The quantity "over lowest" is the energy per atom of a relaxed crystal of copper minus that of the lowest structure found. It comes from density-functional theory with the r2SCAN functional, at zero temperature and without lattice vibrations. Cell and atoms were relaxed within the symmetry of each starting structure. "Found from" names a source or structure type, while the space group number and the atoms in the cell describe the relaxed result. The label is not always the true start: the row in space group 229, labelled W type, was reached from a trigonal selenium structure.

Crystal structures of copper, with cell and atoms relaxed at zero pressure, computed with Ansatz 0.2.0 (plane-wave PAW DFT, r2SCAN functional, scalar-relativistic, no spin polarization, cutoff 500 eV, Gaussian smearing of 0.1 eV). Energies are per atom, relative to the lowest structure found.

| found from | space group number | atoms in cell | volume per atom (Å³) | over lowest (meV/atom) |
| --- | --- | --- | --- | --- |
| database cell | 225 | 1 | 11.44 | 0.0 |
| database cell | 194 | 4 | 11.44 | 6.0 |
| Sm type | 166 | 3 | 11.44 | 7.0 |
| database cell | 194 | 2 | 11.45 | 10.0 |
| W type | 229 | 1 | 11.47 | 38.0 |
| Ti type | 191 | 3 | 11.64 | 83.0 |
| W type | 223 | 8 | 11.73 | 110.0 |
| database cell | 63 | 2 | 12.02 | 156.0 |
| changed type | 69 | 2 | 12.03 | 178.0 |
| database cell | 164 | 6 | 22.25 | 179.0 |
| Sn type | 191 | 1 | 12.43 | 290.0 |
| Sn type | 141 | 2 | 12.59 | 355.0 |
| Ca type | 221 | 1 | 13.30 | 508.0 |
| Si type | 227 | 2 | 18.08 | 1128.0 |

The energies rise very unevenly. The first four rows, which are different stackings of the same close-packed layers, lie within 10 meV of each other. The body-centred cubic crystal (bcc, 229) costs 38 meV although it has only eight nearest neighbours instead of twelve. Simple cubic (221), with six, costs 508 meV, and diamond (227), with four, costs 1128 meV.

**Why a lost neighbour is cheap**

Suppose each bond in copper had a fixed energy. The cohesive energy, which is what it takes to pull the crystal apart into atoms, is roughly 3.5 eV per atom. Simple cubic copper has half the neighbours of the face-centred cubic crystal (fcc, 225), so it would lose half of that, 1750 meV. The computed cost is less than a third of this, so the six bonds that remain must be stronger than before.

The reason lies in how electrons spread over neighbouring atoms. Hopping to neighbours broadens an atomic level into a band, and the electrons gain energy by filling its lower part. The spread of its levels, taken as a root mean square, grows as the square root of the sum of squared hopping strengths, not as the number of neighbours. If the band keeps roughly the same shape and filling, twelve equal neighbours bind only about 1.4 times as strongly as six at the same distance, and each single bond weakens as more are added.

The repulsion between atoms, by contrast, adds up neighbour by neighbour. When neighbours are removed, repulsion falls faster than bonding, and the remaining atoms can move closer. The relaxed volumes show this directly: the nearest distance shrinks from 2.53 Å in fcc to 2.37 Å in simple cubic and 2.27 Å in diamond. Diamond thus takes up more room per atom with shorter bonds, because its space is empty and not because its bonds are stretched.

**A model with three shells**

These two rules make up the second-moment model of a metal. Let r be the distance to a neighbour and r₀ the nearest distance in fcc. Each neighbour adds exp[−2q(r/r₀ − 1)] to the bonding sum M and exp[−p(r/r₀ − 1)] to the repulsion sum R. With E_c for the cohesive energy, the cost relative to fcc is

ΔE = E_c { p/(p − q) · [1 − √(M/M_fcc)] + q/(p − q) · [R/R_fcc − 1] }.

The prefactors balance bonding against repulsion in an fcc crystal with nearest neighbours only. The constants p ≈ 11, q ≈ 2.3 and E_c ≈ 3.5 eV are rough recalled values for fcc copper. No energy of the table went into them, but the distances are taken from the computed volumes. In copper the d shell is nearly full and the s electrons carry much of the bonding, so the formula is an effective description and not a picture of one particular band.

Simple cubic serves as the worked case. Its six nearest neighbours add 8.0 to M, the next twelve add 2.7 and the eight after them 0.5, together 11.2. For fcc the three shells give 12 + 0.9 + 0.8 = 13.7. The square root of 11.2/13.7 is 0.90, so just under a tenth of the bonding is lost. Multiplied by (11/8.7) × 3.5 eV, this loss costs about 0.43 eV. The repulsion sum is 2.5% above that of fcc and adds about 0.02 eV, which makes 0.45 eV against the computed 0.51 eV.

The output printed after this text compares the model with the cubic rows. For simple cubic and diamond it falls about 10% short of the computed energies. For bcc it gives 95 meV, more than twice the computed value, so it can't be trusted for differences of some tens of meV. It also underrates how far bonds contract: left to choose its own distance, its nearest-neighbour form would shorten the bonds of diamond by 0.16 Å, where the calculation finds 0.26 Å.

**Why bcc is so close to fcc**

Counting nearest neighbours alone fails badly for bcc. With only the first shell, the same formula gives 486 meV. The remedy is the second shell: six more atoms only 15% further away than the first eight. In the model each of them counts for more than half of an fcc nearest neighbour in the bonding sum, and together they make up for most of the loss.

The second shell also suggests why another structure with eight close neighbours does so much worse. The one-atom cell in space group 191 is a simple hexagonal lattice, in which each atom has six neighbours in its layer and two directly above and below. If these two distances are about equal, the next shell lies some 40% further out, where hopping is weak. This lattice costs 290 meV.

The energy of bcc should not be read as that of a phase that bulk copper could keep by itself. Bcc copper is known to be unstable against a tetragonal distortion, which the symmetry kept in the relaxation forbids. The 38 meV is therefore expected to be the energy of a saddle point, from which the crystal could slide down to fcc. Other high rows may be held in place by their symmetry too.

**Neighbours at unequal distances**

The omega structure (191, three atoms) shows that the number of neighbours isn't enough either. One of its atoms has 14 close contacts and the other two have 11 each, which averages to the twelve of fcc. Yet it costs 83 meV. Its contacts range from 2.35 Å to 2.65 Å, whereas in fcc all twelve are equal. The likely reason is that the short contacts push the cell apart until their repulsion is bearable, which leaves the long contacts too long to bind well.

**The roomy cell that costs little**

Apart from one row, the printed volume never falls as the energy rises. The exception is the cell in space group 164, which has nearly twice the volume of fcc but costs only 179 meV. A crystal that was open throughout should lie near diamond or above it.

The numbers fit a slab of six close-packed layers separated by vacuum. With the spacing of fcc within the layers, the extra volume corresponds to a gap of about 12 Å and the extra energy to a surface energy of 1.55 J/m², a reasonable size for copper. Four of the six layers would then keep all twelve neighbours and two would keep nine, which gives an average of eleven. This identification is an inference from volume and energy, but it explains why the row is cheap: empty space costs nothing by itself, only the neighbours lost at its edges do.

**Stackings and twins**

In the first four rows each atom keeps twelve neighbours at almost the same distance, so the main source of energy differences is gone. What remains is the order in which the layers are stacked. The share of layers with hexagonal surroundings is zero in fcc, one half in the four-atom cell (194), two thirds in the Sm type and one in the two-atom cell (194), known as hcp. If each such layer costs the same, the 10 meV of hcp implies 5 and 7 meV for the two mixed stackings, close to the computed 6 and 7 meV.

The energies are converged to about 4 meV per atom, so fcc is clearly below hcp, while the order of the other three stackings is not settled. The three-shell model is too coarse to explain the preference for fcc. Theory assigns it to finer details of the band structure, which depend on how the neighbours are arranged and not only on how many there are at each distance.

The small cost helps to explain why twins are common in copper. A coherent twin boundary, where the stacking sequence is mirrored, contains a single layer with hexagonal surroundings. The hcp energy then gives about 29 mJ/m², uncertain by some 40% because of the convergence limit. That is about fifty times less than the surface energy estimated above, because a twin boundary removes no nearest neighbour. Twins can therefore form readily as copper crystals grow, both during deposition and during annealing.

Output of the analysis:

```
Cubic lattices, energies in meV/atom (0 in all model columns of rows not treated):
            row  space group  nearest distance in A  equal bonds  square root nearest shell  square root three shells  computed
  database cell          225                  2.529            0                          0                         0         0
  database cell          194                      0            0                          0                         0         6
        Sm type          166                      0            0                          0                         0         7
  database cell          194                      0            0                          0                         0        10
         W type          229                  2.461         1167                      485.5                     95.04        38
        Ti type          191                      0            0                          0                         0        83
         W type          223                      0            0                          0                         0       110
  database cell           63                      0            0                          0                         0       156
   changed type           69                      0            0                          0                         0       178
  database cell          164                      0            0                          0                         0       179
        Sn type          191                      0            0                          0                         0       290
        Sn type          141                      0            0                          0                         0       355
        Ca type          221                  2.369         1750                      808.5                     454.7       508
        Si type          227                  2.273         2333                       1215                      1018      1128
Shortening of nearest distance, fcc to simple cubic, A: 0.1599
Shortening of nearest distance, fcc to diamond, A: 0.2562
Shortening the nearest-shell model itself would choose for diamond, A: 0.1597
Omega, contact within the honeycomb layer, A: 2.348
Omega, slanted contact between layers, A: 2.645
dhcp expected from half hexagonal layers, meV/atom: 5
9R expected from two thirds hexagonal layers, meV/atom: 6.667
Twin boundary estimated from hcp, mJ/m2: 28.92
Volume of the 164 cell over fcc, ratio: 1.945
Vacuum if the 164 cell is a six-layer slab, A: 11.71
Surface energy if the 164 cell is a six-layer slab, J/m2: 1.553
Rank correlation of volume and energy, all rows: 0.956
Rank correlation of volume and energy, without the 164 cell: 1
```
